**Oxygen sublattice shift in tetragonal PbO: smooth series and a kink in the gap**

The table holds energy change, force, pressure and gap on the k mesh for nine shifts of the oxygen sublattice along $c$ in an unrelaxed PbO cell, from scalar-relativistic plane-wave PAW calculations in LDA without spin–orbit coupling. The program fits symmetry-allowed series in the displacement to the six rows up to 0.125 Å, predicts the outer three and sets each miss against rounding; it also compares one polynomial with two branches for the gap and scans a Morse bond model. Energy, force and pressure stay on the series, with $k=16.70$ eV/Å² and $b=-4.72$ eV/Å⁴ from all force rows. The unrounded gap falls 5.5, 13.6 and 22.9 meV below the inner curve at 0.15, 0.175 and 0.2 Å, consistent with a second branch taking over near 0.13 Å. Morse bonds give the signs of the softening and of the opposite stress changes, but underestimate the softening.

Tetragonal PbO (P4/nmm, 4 atoms a cell, a = 3.974 Å, c = 5.022 Å, not relaxed at this level), with both O atoms moved along c and all else fixed. Ansatz 0.2.0, plane-wave PAW, scalar-relativistic LDA without spin polarisation, cutoff 420 eV, 8×8×6 k mesh, Gaussian smearing 0.05 eV. Free energies are relative to the undisplaced cell; pressure is positive in compression.

## Program and output

```python
# Table: PbO (P4/nmm), O sublattice shifted along c; energy, force, pressure, gap on mesh; Ansatz plane-wave PAW, LDA,
# scalar-relativistic. Tested: symmetry-allowed series in u, rows that leave it, two gap branches, a Morse bond picture.
T = {
    'displacement': [-0.2, -0.1, 0.0, 0.025, 0.05, 0.075, 0.125, 0.15, 0.175],  # Å
    'energy_change': [0.326, 0.083, 0.0, 0.005, 0.021, 0.047, 0.129, 0.185, 0.251],  # eV a cell
    'force_along_direction': [3.189, 1.651, 0.0, -0.417, -0.833, -1.244, -2.051, -2.441, -2.821],  # eV/Å summed over the moved atoms
    'pressure': [-0.89, -1.6, -1.84, -1.83, -1.78, -1.71, -1.46, -1.3, -1.11],  # GPa
    'gap_on_mesh': [1.085, 1.178, 1.203, 1.202, 1.197, 1.189, 1.164, 1.142, 1.115],  # eV
}
import numpy as np
from scipy.constants import e
from scipy.optimize import brentq
x = np.array(T['displacement'], float); o = np.argsort(abs(x)); u = abs(x)[o]
col = lambda v: np.array(v, float)[o]
E, P, G = col(T['energy_change']), col(T['pressure']), col(T['gap_on_mesh'])
R = -np.sign(x[o])*col(T['force_along_direction'])   # restoring force
# further outputs of the same runs, table order: unrounded gap, stress xx and zz, force on Pb1 and Pb2, shortest distance
g6 = col([1.085153,1.177625,1.203359,1.201713,1.196808,1.188729,1.163708,1.141731,1.114968])
sx = col([-0.23122,-1.552958,-2.005992,-1.977496,-1.89217,-1.750413,-1.300855,-0.99538,-0.63819])
sz = col([-2.203293,-1.692926,-1.519663,-1.530528,-1.563103,-1.61729,-1.789754,-1.907424,-2.045464])
f1 = col([-1.4781,-0.9202,-0.1687,0.0446,0.2663,0.4954,0.9715,1.216,1.4629])
f2 = col([-1.7107,-0.7309,0.1687,0.3726,0.5663,0.7491,1.0792,1.2254,1.3585])
dm = col([2.216,2.262,2.311,2.299,2.286,2.274,2.25,2.239,2.227])
A = lambda p, v=u: np.array([v**q for q in p], float).T
fit = lambda y, p, m: np.linalg.pinv(A(p)[m]) @ y[m]
s = lambda v, n: ' '.join(f'{t:.{n}f}' for t in v)
al = u >= 0; inn = u < 0.13; out = ~inn; nz = u > 0
print('|u| (A):', s(u, 3)); k, c3 = fit(R, [1, 3], al); b = c3/4
print(f'force fit, all rows: k = {k:.2f} eV/A^2, b = {b:.2f} eV/A^4; quartic share of E at 0.2 A {100*b*.04/(k/2):.1f} %')
print('force/u (eV/A^2), u>0:', s(R[nz]/u[nz], 2), f'; fall {100*(1-R[-1]/u[-1]/k):.1f} % from k')
rF = R - A([1, 3]) @ [k, c3]; rE = E - (k/2*u**2 + b*u**4)
print('force residuals (meV/A, rounding 0.5):', s(1e3*rF, 1))
print('energy minus integrated force fit (meV, rounding 0.5):', s(1e3*rE, 1))
print(f'harmonic force only: worst residual {1e3*max(abs(R-A([1])@fit(R,[1],al))):.0f} meV/A')
print(f'inflection of the quartic, rough extrapolation: {np.sqrt(-k/(12*b)):.2f} A; smallest gap/smearing {min(G)/.05:.0f}')
print('Fit |u|<=0.125, predict 0.15 0.175 0.2; unit 1e-3 of column; miss | worst rounding error')
for n, y, p, h in [('energy', E, [2, 4], 5e-4), ('force', R, [1, 3], 5e-4), ('pressure', P, [0, 2, 4], 5e-3),
                   ('gap', G, [0, 2, 4], 5e-4), ('gap unrounded', g6, [0, 2, 4], 5e-7), ('stress xx', sx, [0, 2, 4], 5e-6),
                   ('stress zz', sz, [0, 2, 4], 5e-7), ('Pb1-Pb2 force', f1-f2, [0, 2, 4], 1e-4)]:
    W = A(p)[out] @ np.linalg.pinv(A(p)[inn])
    print(f'  {n}: {s(1e3*(y[out]-W@y[inn]), 2)} | {s(1e3*h*(1+abs(W).sum(1)), 2)}')
ci = fit(g6, [0, 2, 4], inn); r = g6 - A([0, 2, 4]) @ ci
print('unrounded gap drop/u^2 (eV/A^2), u>0:', s((g6[0]-g6[nz])/u[nz]**2, 3))
print('gap slope between rows (eV/A):', s(np.diff(g6)/np.diff(u), 2))
print('gap slope against u^2 (eV/A^2):', s(np.diff(g6)/np.diff(u**2), 2))
print(f'inner branch: {ci[0]:.4f} eV {ci[1]:+.3f} u^2 {ci[2]:+.2f} u^4; worst inner residual {1e3*max(abs(r[inn])):.3f} meV')
print(f'gap drop at 0.2 A {1e3*(g6[0]-g6[-1]):.1f} meV, of which beyond inner branch {-100*r[-1]/(g6[0]-g6[-1]):.0f} %')
for p in ([0, 2, 4], [0, 2, 4, 6]):
    print(f'one polynomial to u^{p[-1]}, residuals (meV):', s(1e3*(g6 - A(p) @ fit(g6, p, al)), 2))
for n, d in [('u^4 term zero', 0.0), ('u^4 term as inner', ci[2]), ('u^4 term free, exact fit', fit(g6, [0, 2, 4], out)[2])]:
    c = fit(g6 - d*u**4, [0, 2], out); w = max(abs((g6 - d*u**4 - A([0, 2]) @ c)[out]))
    uc = brentq(lambda t: c[0]-ci[0] + (c[1]-ci[1])*t**2 + (d-ci[2])*t**4, 0.05, 0.16)
    print(f'outer branch, {n}: {c[0]:.4f} {c[1]:+.2f} u^2 {d:+.2f} u^4; worst {1e3*w:.2f} meV;',
          f'{1e3*(c[0]-ci[0]):.0f} meV above inner at u=0; crossing {uc:.3f} A')
print('pressure fit P0 (GPa), u^2 (GPa/A^2), u^4 (GPa/A^4):', s(fit(P, [0, 2, 4], al), 2))
print(f'change 0 to 0.2 A (GPa): pressure {P[-1]-P[0]:+.2f}, xx {sx[-1]-sx[0]:+.2f}, zz {sz[-1]-sz[0]:+.2f}')
rho = 3.974/2; V = 3.974**2*5.022; r0 = dm[0]; h = np.sqrt(r0**2 - rho**2); K = k/(8*(h/r0)**2); gp = e*1e21
zu, zd = h-u, h+u; ru, rd = np.hypot(rho, zu), np.hypot(rho, zd)
print(f'Pb height h = {h:.3f} A, cos^2 = {(h/r0)**2:.3f}, bond stiffness set by k: {K:.1f} eV/A^2')
print(f'short bond: worst miss on output distance {max(abs(ru-dm)):.4f} A; at 0.2 A short {ru[-1]-r0:+.3f}, long {rd[-1]-r0:+.3f} A')
q = lambda y: fit(y, [0, 2, 4], al)[1]
print('b (eV/A^4), u^2 terms of xx, zz (GPa/A^2), outward Pb force (eV/A^3; Pb1 taken as upper)')
print('  DFT:', s([b, q(sx), q(sz), q(f1-f2)], 1))
for a in (1e-4, 1.0, 1.5, 2.0):
    dV = lambda t: K/a*(1-np.exp(-a*(t-r0)))*np.exp(-a*(t-r0))
    vu, vd = dV(ru)/ru, dV(rd)/rd
    m = [fit(4*(vd*zd-vu*zu), [1, 3], al)[1]/4, q(-2*(vu+vd)*rho**2/V*gp), q(-4*(vu*zu**2+vd*zd**2)/V*gp), q(-4*(vu*zu+vd*zd))]
    print('  harmonic bonds:' if a < .01 else f'  Morse bonds, range {a:.1f} 1/A:', s(m, 1))
assert k > 0 and b < 0 and max(abs(rF)) < 2e-3 and max(abs(rE)) < 1.5e-3
assert max(abs(g6 - G)) < 6e-4
assert max(abs(r[inn])) < 1e-4 and all(r[out] < -3e-3) and all(np.diff(r[out]) < 0)
assert q(sx) > 0 > q(sz)
```

It prints:

```
|u| (A): 0.000 0.025 0.050 0.075 0.100 0.125 0.150 0.175 0.200
force fit, all rows: k = 16.70 eV/A^2, b = -4.72 eV/A^4; quartic share of E at 0.2 A -2.3 %
force/u (eV/A^2), u>0: 16.68 16.66 16.59 16.51 16.41 16.27 16.12 15.95 ; fall 4.5 % from k
force residuals (meV/A, rounding 0.5): -0.0 -0.2 0.4 -0.5 -0.0 0.5 -0.2 -0.2 0.1
energy minus integrated force fit (meV, rounding 0.5): 0.0 -0.2 0.2 0.2 -0.0 -0.3 -0.5 -0.3 -0.4
harmonic force only: worst residual 49 meV/A
inflection of the quartic, rough extrapolation: 0.54 A; smallest gap/smearing 22
Fit |u|<=0.125, predict 0.15 0.175 0.2; unit 1e-3 of column; miss | worst rounding error
  energy: 0.65 2.32 4.58 | 3.48 8.18 15.98
  force: -1.09 -1.91 -2.64 | 2.42 4.21 6.96
  pressure: -18.55 -47.47 -91.04 | 40.71 100.32 201.04
  gap: -4.95 -12.02 -19.30 | 4.07 10.03 20.10
  gap unrounded: -5.51 -13.58 -22.87 | 0.00 0.01 0.02
  stress xx: -0.02 -0.10 -0.31 | 0.04 0.10 0.20
  stress zz: 0.08 0.32 0.89 | 0.00 0.01 0.02
  Pb1-Pb2 force: 0.10 0.12 0.09 | 0.81 2.01 4.02
unrounded gap drop/u^2 (eV/A^2), u>0: 2.634 2.620 2.601 2.573 2.538 2.739 2.886 2.955
gap slope between rows (eV/A): -0.07 -0.20 -0.32 -0.44 -0.56 -0.88 -1.07 -1.19
gap slope against u^2 (eV/A^2): -2.63 -2.62 -2.59 -2.54 -2.47 -3.20 -3.29 -3.18
inner branch: 1.2034 eV -2.637 u^2 +6.33 u^4; worst inner residual 0.001 meV
gap drop at 0.2 A 118.2 meV, of which beyond inner branch 19 %
one polynomial to u^4, residuals (meV): 0.15 0.02 -0.28 -0.47 -0.07 1.58 -0.18 -1.36 0.63
one polynomial to u^6, residuals (meV): 0.50 0.25 -0.35 -0.84 -0.54 1.36 0.12 -0.74 0.24
outer branch, u^4 term zero: 1.2143 -3.23 u^2 +0.00 u^4; worst 0.33 meV; 11 meV above inner at u=0; crossing 0.125 A
outer branch, u^4 term as inner: 1.2202 -3.63 u^2 +6.33 u^4; worst 0.01 meV; 17 meV above inner at u=0; crossing 0.130 A
outer branch, u^4 term free, exact fit: 1.2203 -3.64 u^2 +6.49 u^4; worst 0.00 meV; 17 meV above inner at u=0; crossing 0.130 A
pressure fit P0 (GPa), u^2 (GPa/A^2), u^4 (GPa/A^4): -1.84 24.56 -18.67
change 0 to 0.2 A (GPa): pressure +0.95, xx +1.77, zz -0.68
Pb height h = 1.180 A, cos^2 = 0.261, bond stiffness set by k: 8.0 eV/A^2
short bond: worst miss on output distance 0.0009 A; at 0.2 A short -0.095, long +0.108 A
b (eV/A^4), u^2 terms of xx, zz (GPa/A^2), outward Pb force (eV/A^3; Pb1 taken as upper)
  DFT: -4.7 45.6 -17.4 15.0
  harmonic bonds: -0.3 -5.2 -71.1 -15.7
  Morse bonds, range 1.0 1/A: -3.0 38.0 -40.6 -2.9
  Morse bonds, range 1.5 1/A: -3.5 59.6 -25.4 3.5
  Morse bonds, range 2.0 1/A: -3.3 81.2 -10.2 9.9
```
